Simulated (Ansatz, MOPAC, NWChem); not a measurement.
A ladder of methods for AlH3S (SMILES [AlH2][SH])

The species is AlH3S (5 atoms), meant as a singlet with charge 0. SMILES: `[AlH2][SH]`. The shape is that of a PBE0-D4/def2-TZVP optimisation.

Quantity: the HOMO–LUMO gap, in eV. The values are calculated.

```json
{"level": "PM7", "kind": "semi-empirical", "program": "MOPAC", "value (eV)": "8.83"}
{"level": "HF/def2-TZVP", "kind": "Hartree–Fock", "program": "Ansatz", "value (eV)": "11.79"}
{"level": "SVWN5/def2-TZVP", "kind": "LDA", "program": "Ansatz", "value (eV)": "4.44"}
{"level": "revPBE/def2-TZVP", "kind": "GGA", "program": "Ansatz", "value (eV)": "4.59"}
{"level": "TPSS/def2-TZVP", "kind": "meta-GGA", "program": "NWChem", "value (eV)": "4.79"}
{"level": "BHLYP/def2-TZVP", "kind": "global hybrid", "program": "Ansatz", "value (eV)": "8.22"}
{"level": "PBE0/def2-TZVP", "kind": "global hybrid", "program": "Ansatz", "value (eV)": "6.45"}
{"level": "wB97X/def2-TZVP", "kind": "range-separated hybrid", "program": "Ansatz", "value (eV)": "10.69"}
{"level": "B2PLYP/def2-TZVP", "kind": "double hybrid", "program": "NWChem", "value (eV)": "8.41"}
```

The values span 4.44 to 11.79 eV. Orbital gaps aren't excitation energies, and those of double hybrids come from the SCF part alone; they tend to grow with the share of exact exchange.

The three semilocal functionals lie close together, from 4.44 to 4.79 eV, so refining the density functional without exact exchange barely changes the gap. PBE0 raises it to 6.45 eV, and wB97X, at 10.69 eV, comes much nearer to Hartree–Fock than to the other hybrids. The main reason is probably that a semilocal potential treats filled and empty orbitals alike, whereas with exact exchange, in full at long range in wB97X, an empty orbital feels the repulsion of all the electrons.

Chemically, the HOMO is expected to be mainly the sulfur 3p lone pair and the LUMO the formally empty 3p orbital on three-coordinate aluminium. The gap would then separate a donor and an acceptor site on neighbouring atoms, with some π donation from sulfur to aluminium pushing the two levels apart. Even the largest gap here is no sign of chemical inertness, since aluminium thiolates of this kind readily associate through sulfur bridges that fill the vacant aluminium orbital.
